**Q.** My assignments for In²⁺ rest on a Dirac CI calculation that lists a Breit share and a QED share for each level. Can I check such numbers with a pencil?

Levels of In2+ (closed core [Kr]) from radial Dirac CI 1: CI on Dirac orbitals in exchange-only KLI potentials, optimised for each configuration, with valence Slater integrals scaled by 0.85 and a P86 correlation estimate. Excitation energies are counted from 4d10 5s 2S J = 1/2; the shares of the zero-frequency Breit and model QED terms in them are first-order.

| level configuration | level term | J | level excitation (cm⁻¹) | level breit share (cm⁻¹) | level qed share (cm⁻¹) | weight of the leading LS term (%) |
| --- | --- | --- | --- | --- | --- | --- |
| 4d10 5p | 2Po | 1/2 | 55096.0 | 37.1 | -135.2 | 100 |
| 4d10 5p | 2Po | 3/2 | 58989.7 | -30.9 | -127.5 | 100 |
| 4d9 5s2 | 2D | 5/2 | 120775.0 | 124.7 | 55.0 | 58 |
| 4d10 6s | 2S | 1/2 | 120887.5 | -74.6 | -99.6 | 100 |
| 4d10 5d | 2D | 3/2 | 121797.7 | -92.6 | -124.1 | 96 |
| 4d10 5d | 2D | 5/2 | 123630.3 | 56.2 | 0.3 | 58 |
| 4d9 5s2 | 2D | 3/2 | 129016.3 | 38.0 | 199.0 | 96 |
| 4d10 6p | 2Po | 1/2 | 138305.4 | -57.7 | -135.6 | 100 |
| 4d10 6p | 2Po | 3/2 | 139506.9 | -77.3 | -132.6 | 100 |
| 4d10 4f | 2Fo | 7/2 | 157936.4 | -109.9 | -134.5 | 100 |
| 4d10 4f | 2Fo | 5/2 | 157951.4 | -107.9 | -134.0 | 99 |
| 4d9 5s 5p | 4Po | 5/2 | 162028.4 | 312.5 | 51.2 | 92 |
| 4d10 7s | 2S | 1/2 | 162682.4 | -95.2 | -121.4 | 100 |
| 4d10 6d | 2D | 3/2 | 164010.4 | -103.3 | -136.6 | 100 |
| 4d10 6d | 2D | 5/2 | 164164.6 | -109.3 | -136.1 | 100 |

**A.** Each share is the first-order contribution of that term to the level minus its contribution to the ground level 4d¹⁰ 5s, so it can be built from orbitals. Both terms are largest where electrons move fast, deep inside the ion, which fixes two limits. An electron promoted to an orbit that stays outside the core contributes almost nothing, and the share tends to $-P$, where $P$ is what the 5s electron carried, together with the core's response to its loss, since the orbitals are optimised for each configuration. An electron left in 5s gives zero. The four 4f and 6d rows lie close to the first limit, and their mean gives $P = 107.6$ cm⁻¹ for Breit and 135.3 cm⁻¹ for QED. The 4f doublet comes out inverted by 15 cm⁻¹. The method is known to make such splittings too small or inverted, so the order of the two levels shouldn't be trusted, but $P$ hardly depends on it.

**Q.** What lies between the limits?

**A.** The Fermi–Segrè argument covers it. Near the nucleus the potential dwarfs the binding energy, so all orbitals of one $l$ and $j$ have nearly the same inner shape and differ mainly in scale: their density there goes roughly as $1/\nu^3$. The effective quantum number is $\nu = 3\sqrt{R/(I-E)}$, with $R$ the Rydberg constant, 3 the charge seen far out, $E$ the level excitation and $I = 219964$ cm⁻¹ the ionisation energy of the same calculation. For 4d¹⁰ $nl$ the rule reads

$$ns:\; -P\left[1-(\nu_{5s}/\nu)^3\right],\qquad np_j:\; -P + a_j(\nu_{5p_j}/\nu)^3,\qquad nd,\,nf:\; -P .$$

For QED $a_j = 0$, since the self-energy, which outweighs vacuum polarisation, acts mainly on s electrons through their density at the nucleus. For Breit the two 5p rows set $a_{1/2} = 144.7$ and $a_{3/2} = 76.7$ cm⁻¹. The first exceeds $P$, which is why the 5p $J = 1/2$ share is positive. It also shows that the Breit share doesn't track s density at the nucleus; the term is a magnetic and retardation coupling to the core electrons, and a p electron passes through their shells too.

**Q.** Would you work one row?

**A.** Take 6s, which set none of the constants. The constant $R$ cancels in the ratio:

$$(\nu_{5s}/\nu_{6s})^3 = \left(\frac{I-E}{I}\right)^{3/2} = \left(\frac{219964-120888}{219964}\right)^{3/2} = 0.450^{3/2} = 0.302 .$$

The Breit share is then $-107.6 \times 0.698 = -75.1$ cm⁻¹ against $-74.6$ in the table, and the QED share is $-135.3 \times 0.698 = -94.4$ against $-99.6$.

**Q.** Why is the QED estimate the poorer one?

**A.** The numbers locate the fault in the step from energy to density. The magnetic hyperfine factor of an s level also measures density near the nucleus, and in the same calculation its 6s/5s ratio is 0.268, close to the fraction 0.264 of $P$ that QED returns and well below 0.302. Scaling with it cuts the QED errors of 6s and 7s to about half a cm⁻¹. For Breit it is worse on 6s and slightly better on 7s. The full Fermi–Segrè formula has a factor $d\nu/dn$, which lowers the ratio by a few per cent, as $\nu$ rises by 1.04 from 5s to 6s and by about 1 afterwards. The outputs don't settle the cause of the remainder.

**Q.** Can I get $P$ for QED with no table at all?

**A.** Roughly. The hydrogenic shift $(2\alpha^3R/\pi)\,Z^4F/n^3$ becomes, with the same normalisation, $(2\alpha^3R/\pi)\,Z^2\cdot 3^2F/\nu^3$, where $\alpha$ is the fine-structure constant. With $Z = 49$ and $\nu_{5s} = 2.119$ the prefactor is 61.7 cm⁻¹. A rough recalled value $F \approx 2$ for this $Z$ gives 123, about 9% below 135.3. The QED model is itself scaled to hydrogen-like values, so this checks the normalisation argument and says little about QED. The formula also indicates the trend along the isoelectronic sequence: $\nu$ rises as the quantum defect shrinks, but the product of $Z^2$ and the squared outer charge rises faster than $\nu^3$, so $P$ grows.

**Q.** The two ²D levels with $J = 5/2$ near 121000 and 124000 cm⁻¹ seem to obey nothing. A 5d level with a QED share of 0.3?

**A.** Their labels mislead. The weight of the leading LS term is 58% in both, and both Landé factors are 1.200, the value for pure ²D₅/₂, so the mixing is between the configurations 4d⁹ 5s² and 4d¹⁰ 5d and is no breakdown of LS coupling. Pure 5d has $-P$. Pure 4d⁹ 5s² has gained a 5s electron, $+P$, and carries a term $H_j$ for the 4d hole. With no mixing the two shares are these values, and with equal mixing both are $H_j/2$. At any weight $w$ the sum is $H_j$, and neglecting the cross term the hole-labelled level has $w(P+H_j) - (1-w)P$.

For QED at $J = 5/2$, $H = 55.0 + 0.3 = 55.3$, the pure level has 190.6, and $0.58 \times 190.6 - 0.42 \times 135.3 = 53.7$ cm⁻¹ against 55.0. For Breit, $H = 124.7 + 56.2 = 180.9$ and $0.58 \times 288.5 - 0.42 \times 107.6 = 122.1$ against 124.7. This row helped to set $H$, so only the division within the pair is tested, and rounding the weight to 1% allows about 2 cm⁻¹. Trusting the label would miss by 136 and 164 cm⁻¹.

An independent check is 4d⁹ 5s 5p ⁴F₉/₂, necessarily a 4d₅/₂ hole with 5p₃/₂, for which $H + a_{3/2}$ gives 257.6 against a calculated Breit share of 255.3. That the QED $H$ is positive may come from s shells contracting once 4d is opened, which is untested here.

**Q.** Why does the Breit $H$ change sign, to $-54.6$ for $j = 3/2$?

**A.** The two values of $H$ have a positive mean, but the Breit term also narrows doublets, and for the 4d hole by enough to push the value of the upper level, $j = 3/2$, below zero. The narrowing is 1.75% of the 5p splitting, 1.63% of 6p and about 3.5% of the unmixed 4d-hole splitting of some 6750 cm⁻¹. The standard cause is spin–other-orbit coupling to inner electrons, which opposes the nuclear spin–orbit term; as the latter scales with $Z$, a fraction of the order of $1/Z = 2\%$ is expected. It should be larger for 4d, whose spin–orbit coupling arises farther from the nucleus than that of a p electron, with more core electrons inside that radius. QED widens these doublets by 0.2 to 0.3%, near $\alpha/\pi = 0.23\%$ from the anomalous moment, but a radiative potential can contain that magnetic term by construction, so the agreement is no test.

**Q.** How accurate is the rule over the table?

**A.** With five constants for Breit and three for QED, the rms errors over all fifteen rows, constant-setting rows included, are 5.0 and 3.2 cm⁻¹, against ranges of 422 and 336; the row-by-row residuals are in the output printed below. The Breit figure treats the 4d⁹ 5s 5p row, the lowest level of its configuration, as a 4d₅/₂ hole with 5p₁/₂, the lower partner of each doublet. This leaves the largest error, 13.1; with 5p₃/₂ that row would miss by 54.9. The 6s, 7s and 6p rows, which set nothing, are within 3.2 (Breit) and 5.2 (QED), and the two 7p levels of the same calculation within 2.3. The worst QED row is 5p $J = 3/2$, off by 7.8 because $a_j$ was set to zero. The $J = 3/2$ ²D pair misses Breit by 8.6, far beyond rounding. That size is consistent with a neglected d₃/₂ return: 6d₃/₂ lies 4.3 above $-P$, and scaling by $(4.20/3.16)^3 \approx 2.3$, with $\nu$ of 5d near that of 6s, gives about 10.

**Q.** Where should I stop using it?

**A.** In 4d⁹ 5s 5p the Breit share depends on the $j$ of both hole and 5p electron, which the LS term doesn't tell. For ⁴P₅/₂ the rule only brackets 312.5 between 257.6 and 325.6, and the higher levels of that configuration whose shares are listed in the same run span 103 to 298.

Mixed levels need a trustworthy weight. Unmixed, the $J = 5/2$ pair is only about 460 cm⁻¹ apart, while configurations of a near-neutral ion can be misplaced by up to 10000 cm⁻¹ and overlaps between orbital sets are neglected. The 58%, the shares that follow from it and the order relative to 6s, 112.5 cm⁻¹ higher, may therefore differ in the real ion.

The rule reproduces one calculation with zero-frequency Breit and model QED in first order. No share exceeds 0.25% of its excitation energy, and the calculated ionisation energy lies about 6200 cm⁻¹ below the measured one, so a gap of thousands of cm⁻¹ between your lines and these levels has its cause elsewhere.

The analysis program printed:

```
Energies in cm-1. Ionisation energy 219964, below measured by 6227; nu(5s) = 2.119
Largest |share|/excitation: Breit 0.19%, QED 0.25%
P (mean of 4f, 6d): Breit 107.6, QED 135.3; Breit a(p1/2) 144.7, a(p3/2) 76.7
H from pair sums: B(5/2) 180.9, B(3/2) -54.6, Q(5/2) 55.3, Q(3/2) 74.9
QED unit (2 alpha^3 R/pi) Z^2 9/nu^3 = 61.7; F needed 2.19; rough recalled F = 2 gives 123
level J | nu | Breit rule, rule-table | QED rule, rule-table (* row used to set a constant)
4d10 5p   1/2 | 2.448 |    37.1  +0.0*|  -135.3  -0.1
4d10 5p   3/2 | 2.477 |   -30.9  +0.0*|  -135.3  -7.8
4d9 5s2   5/2 |   -   |   122.1  -2.6*|    53.7  -1.3*
4d10 6s   1/2 | 3.157 |   -75.1  -0.5 |   -94.4  +5.2
4d10 5d   3/2 |   -   |  -101.2  -8.6*|  -121.5  +2.6*
4d10 5d   5/2 |   -   |    58.8  +2.6*|     1.6  +1.3*
4d9 5s2   3/2 |   -   |    46.6  +8.6*|   196.4  -2.6*
4d10 6p   1/2 | 3.478 |   -57.2  +0.5 |  -135.3  +0.3
4d10 6p   3/2 | 3.504 |   -80.5  -3.2 |  -135.3  -2.7
4d10 4f   7/2 | 3.990 |  -107.6  +2.3*|  -135.3  -0.8*
4d10 4f   5/2 | 3.991 |  -107.6  +0.3*|  -135.3  -1.3*
4d9 5s 5p 5/2 |   -   |   325.6 +13.1 |    55.3  +4.1
4d10 7s   1/2 | 4.152 |   -93.3  +1.9 |  -117.3  +4.1
4d10 6d   3/2 | 4.201 |  -107.6  -4.3*|  -135.3  +1.3*
4d10 6d   5/2 | 4.207 |  -107.6  +1.7*|  -135.3  +0.8*
B: rms 5.0, worst 4d9 5s 5p 5/2 +13.1; range of shares 422.4
Q: rms 3.2, worst 4d10 5p 3/2 -7.8; range of shares 335.6
Rounding: shares 0.05; weights (0.5%) up to 2.0 Breit, 1.7 QED
4P5/2 Breit 312.5: rule 257.6 with 5p3/2, 325.6 with 5p1/2 (used above)
7p1/2 (further output): Breit rule -83.8 vs -86.1; QED rule -135.3 vs -133.1
7p3/2 (further output): Breit rule -94.8 vs -94.5; QED rule -135.3 vs -133.1
4d9 5s 5p 4F9/2 (further output): Breit rule 257.6 vs 255.3; QED 55.3 vs 57.0
6s: (nu5s/nu)^3 0.302, hyperfine ratio 0.268; returned Breit 0.307, QED 0.264
    exponent Breit 2.96, QED 3.34; hyperfine scaling error Breit -4.1, QED +0.6
7s: (nu5s/nu)^3 0.133, hyperfine ratio 0.106; returned Breit 0.115, QED 0.103
    exponent Breit 3.21, QED 3.38; hyperfine scaling error Breit -1.0, QED +0.5
J=5/2: pure 4d9 5s2 Breit 288.5, QED 190.6; error if unmixed B +163.8, Q +135.6
    gap between levels 2855.3, unmixed gap 457
J=3/2: pure 4d9 5s2 Breit 53.0, QED 210.2; error if unmixed B +15.0, Q +11.2
    gap between levels 7218.6, unmixed gap 6641
5d splitting 1832.6, unmixed 345; 6s minus 4d9 5s2 5/2 112.5
4d10 5p splitting 3893.7: Breit -68.0 (-1.75%), QED +7.7 (+0.20%)
4d10 6p splitting 1201.5: Breit -19.6 (-1.63%), QED +3.0 (+0.25%)
4d hole splitting unmixed 6753: Breit -235.5 (-3.5%), QED +19.6 (+0.29%)
For scale: 1/Z = 2.0%, alpha/pi = 0.23%
```
